If LDA makes the gap of boron phosphide too small, a natural first guess is that it compresses the whole energy scale. The gap would then be repaired by stretching every level by the same factor. G0W0, which replaces the LDA exchange-correlation potential by a self-energy, raises the gap on this mesh from 1.319 to 2.104 eV, a factor of 1.6. With that factor the highest empty state in the table, a little above 5 eV, would have to climb by about 3 eV, and the deepest filled state would have to sink by a similar amount.

G0W0 levels of zinc-blende BP from Yambo 5.3.0, on LDA states from Quantum ESPRESSO (PseudoDojo 0.4.1 SR LDA standard potentials, 1034 eV cutoff), without spin-orbit coupling. The runs use a 4×4×4 k mesh, a plasmon-pole model, 84 bands and an 8 Ry screening block. Start (LDA) and corrected (G0W0) levels each count from their own highest filled level.

| row | state k a (reciprocal cell vector) | state k b (reciprocal cell vector) | state k c (reciprocal cell vector) | state band | state start level (eV) | state corrected level (eV) | state weight z |
| --- | --- | --- | --- | --- | --- | --- | --- |
| 1 | 0.000 | 0.000 | 0.000 | top filled | 0.000 | 0.000 | 0.797 |
| 2 | 0.000 | 0.000 | 0.000 | first empty | 3.387 | 4.238 | 0.799 |
| 3 | 0.000 | 0.000 | 0.250 | top filled | -1.110 | -1.155 | 0.794 |
| 4 | 0.000 | 0.000 | 0.250 | first empty | 3.973 | 4.813 | 0.797 |
| 5 | 0.000 | 0.000 | -0.500 | top filled | -1.748 | -1.847 | 0.790 |
| 6 | 0.000 | 0.000 | -0.500 | first empty | 3.768 | 4.588 | 0.796 |
| 7 | 0.000 | 0.250 | 0.250 | top filled | -2.724 | -2.826 | 0.788 |
| 8 | 0.000 | 0.250 | 0.250 | first empty | 1.774 | 2.606 | 0.806 |
| 9 | 0.000 | 0.250 | -0.500 | top filled | -3.178 | -3.317 | 0.785 |
| 10 | 0.000 | 0.250 | -0.500 | first empty | 2.482 | 3.344 | 0.808 |
| 11 | 0.000 | 0.250 | -0.250 | top filled | -1.926 | -2.017 | 0.791 |
| 12 | 0.000 | 0.250 | -0.250 | first empty | 3.811 | 4.724 | 0.802 |
| 13 | 0.000 | -0.500 | -0.500 | top filled | -4.103 | -4.283 | 0.780 |
| 14 | 0.000 | -0.500 | -0.500 | first empty | 1.319 | 2.104 | 0.809 |
| 15 | 0.250 | -0.500 | -0.250 | top filled | -5.486 | -5.613 | 0.774 |
| 16 | 0.250 | -0.500 | -0.250 | first empty | 5.247 | 6.223 | 0.799 |

Neither happens. The highest empty state climbs by about 1 eV, and the deepest filled one sinks by little more than 0.1 eV. What decides the correction is chiefly whether a state is filled or empty, and only weakly how far it lies from the gap.

**The zone centre, rows 1 and 2.** The three coordinates "state k a", "state k b" and "state k c" give the wave vector of a state, and here all are zero. The start level is the LDA energy and the corrected level the G0W0 energy, each counted from its own top filled state. "Rise" and "sink" therefore always mean relative to that state, whose own absolute shift cannot be seen. The empty level rises by 0.851 eV.

The reason for this jump lies in what the two theories let an electron feel. In LDA exchange and correlation act on every electron through one and the same local potential, computed from the density, whether its orbital is filled or not. The self-energy contains exchange, which acts between an orbital and all the filled orbitals. A filled orbital belongs to that set and is bound more strongly by it, while an empty orbital stands outside and gains less. The difference appears as a step at the gap.

Screening sets the height of the step, because the other electrons rearrange and weaken the exchange. A rough measure of the bare interaction is the Coulomb energy of two charges one bond length apart, 14.4 eV Å / 1.965 Å ≈ 7 eV. Divided by a dielectric constant of roughly 9, a recalled value, it falls to about 1 eV. This gives only the order of magnitude, since the choice of distance is free within a factor of two or so, but it tells why the correction is neither a tenth of an electronvolt nor ten.

The last column, the weight Z, gives the share of a state that survives as a sharp level; the rest is spread over excitations in which the other electrons are set in motion. Z also multiplies the correction, because the self-energy depends on the very energy that is being sought. At Γ both states have a Z of about 0.80, so the opening without this factor would be 0.851 / 0.80 ≈ 1.1 eV. Z stays near four fifths in every row, and so it trims the step without creating it.

**The L point and the points in between, rows 3 to 12.** Clear evidence for the step comes from the pair halfway from Γ to X, rows 7 and 8. The empty state starts 1.774 eV above the zero and rises by 0.832 eV. The filled state starts farther away, 2.724 eV below, yet sinks by only 0.102 eV. A correction that grew smoothly with distance from the zero would have ordered the two the other way round.

The filled states do sink, however, and this is the second, weaker part of the pattern. Exchange without screening spreads bands apart: deep, smooth orbitals overlap well with the other filled ones and are bound strongly, while orbitals of higher energy, with more nodes, gain less. Screening removes most of this spread but, in this material, not all of it. What is left is a slight stretching of the levels. The table gives only total corrections, so the parts played by exchange and screening are expected from theory, not computed separately here.

Step and stretch together make a simple model. The correction of any state is Z times the difference between the self-energy and the LDA exchange-correlation potential, less the same quantity for the top filled state. If that quantity jumps at the gap and otherwise changes gently with energy, its first approximation is

correction ≈ J·u + s·E,

where E is the start level, u is 1 for an empty and 0 for a filled state, J is the step and s the stretch. No constant is needed, since the top filled state has zero correction by definition.

J and s were fitted to all rows except the first, which is the zero itself. The step comes out at 0.75 eV and the stretch at 3.5 % of the LDA energy. When filled and empty states are allowed separate stretches, the two values agree within their errors, so these data give no reason for a second one. The value for the empty states is much less certain, however. Rows 8 and 4 start more than 2 eV apart and yet rise almost equally, by 0.832 and 0.84 eV, so the stretch on this side rests largely on the lowest and the highest empty state, at X and W. The printed analysis below shows the model beside every row.

**The X point, rows 13 and 14.** Here lies the lowest empty state of this mesh, and it shows how the model is used. The step gives 0.746 eV and the stretch 0.035 × 1.319 ≈ 0.046 eV, together 0.79 eV; the calculation gives 0.785 eV. This row was part of the fit, so the agreement illustrates the model but does not test it. In the model, then, the gap opens almost entirely through the step, because a level only 1.319 eV above the zero has little energy to stretch.

The true conduction minimum of boron phosphide lies between Γ and X, near X, and the mesh steps over it. A denser mesh lowers the LDA gap to 1.201 eV. Adding the correction found at X gives 1.201 + 0.785 ≈ 1.99 eV, which is the better estimate of the gap in this approximation. It assumes that the correction is the same at the minimum as at X. The assumption is mild, since even halfway back to Γ, in row 8, the correction is 0.832 eV, only slightly larger.

**The W point, rows 15 and 16.** The highest empty state shows the largest rise, 0.976 eV, as the stretch demands. Its filled partner breaks the pattern. It is the deepest state in the table and should sink the most, but it sinks by 0.127 eV, less than the filled state at X with 0.180 eV. This is the row that the model describes worst.

A second irregularity shows where the model is too simple. The empty states of rows 6 and 12 start at almost the same LDA energy, 3.768 and 3.811 eV, but rise by 0.820 and 0.913 eV. In this calculation, then, energy alone does not fix the correction. Exchange depends on the shape of an orbital, on how much of it sits on boron, on phosphorus or in the bond, and two states of equal energy may differ in that. That orbital shape explains these two rows, or the small sinking of the filled state at W, is a guess. The sums over bands, the screening and the mesh are not converged, and better settings could change such small differences.

The same lack of convergence applies to the step and the stretch: 0.75 eV and 3.5 % are their sizes at these settings, not constants of the material. For practical use the lesson concerns the common shortcut of raising all empty LDA bands by one fixed amount. With the mean rise of 0.86 eV that shortcut has a typical error of 0.09 eV over these states, and the small stretch brings it down to 0.04 eV. The shortcut does worst for differences between deep filled and high empty levels, as at W, where the separation grows by 1.103 eV.

Silicon and diamond, built on the same tetrahedral network, show the role of screening from either side. Silicon screens more strongly than boron phosphide, and its gap correction is known to be somewhat smaller; diamond screens less, and its correction is clearly larger. To guess the correction for a related semiconductor, one therefore asks first how well it screens, which sets the step, and only then how far the state lies from the gap.

Output of the analysis:

```
fit of shift on 15 rows (abs(state_start_level) > 0): coefficient of up 0.7464 +/- 0.019, coefficient of state_start_level 0.03525 +/- 0.0041; rms 0.0353, worst 15 -0.0664, leave-one-out rms 0.0445
  rows outside the fit (model, value, miss): 1 0, 0, 0
fit of shift on 15 rows (abs(state_start_level) > 0): coefficient of up 0.7462 +/- 0.04, coefficient of up*state_start_level 0.0353 +/- 0.012, coefficient of (1-up)*state_start_level 0.03524 +/- 0.0046; rms 0.0353, worst 15 -0.0663, leave-one-out rms 0.0502
  rows outside the fit (model, value, miss): 1 0, 0, 0
Corrections and misses of the step-plus-stretch model:
  row  correction_eV  model_eV  model_less_value_eV
    1              0         0                    0
    2          0.851    0.8658              0.01476
    3         -0.045  -0.03913             0.005874
    4           0.84    0.8864              0.04641
    5         -0.099  -0.06162              0.03738
    6           0.82    0.8792              0.05919
    7         -0.102  -0.09602             0.005982
    8          0.832    0.8089              -0.0231
    9         -0.139    -0.112              0.02698
   10          0.862    0.8339             -0.02814
   11         -0.091  -0.06789              0.02311
   12          0.913    0.8807              -0.0323
   13          -0.18   -0.1446              0.03537
   14          0.785    0.7929             0.007862
   15         -0.127   -0.1934             -0.06638
   16          0.976    0.9313             -0.04468
Opening of the gap from Gamma to X, in eV: 0.785
The same opening as a percentage of the LDA gap on this mesh: 59.51
Mean rise of the empty levels, the rigid shift, in eV: 0.8599
Rms miss of the rigid shift without row 1, in eV: 0.0906
Opening of the direct gap at Gamma, in eV: 0.851
Opening of the direct gap at W, in eV: 1.103
Part of the Gamma to X opening that the stretch gives in the model, in eV: 0.04649
Opening at Gamma divided by the mean weight Z there, in eV: 1.066
Bare Coulomb energy at the bond length, order of magnitude only, in eV: 7.328
The same energy screened by about 9, order of magnitude only, in eV: 0.8142
```
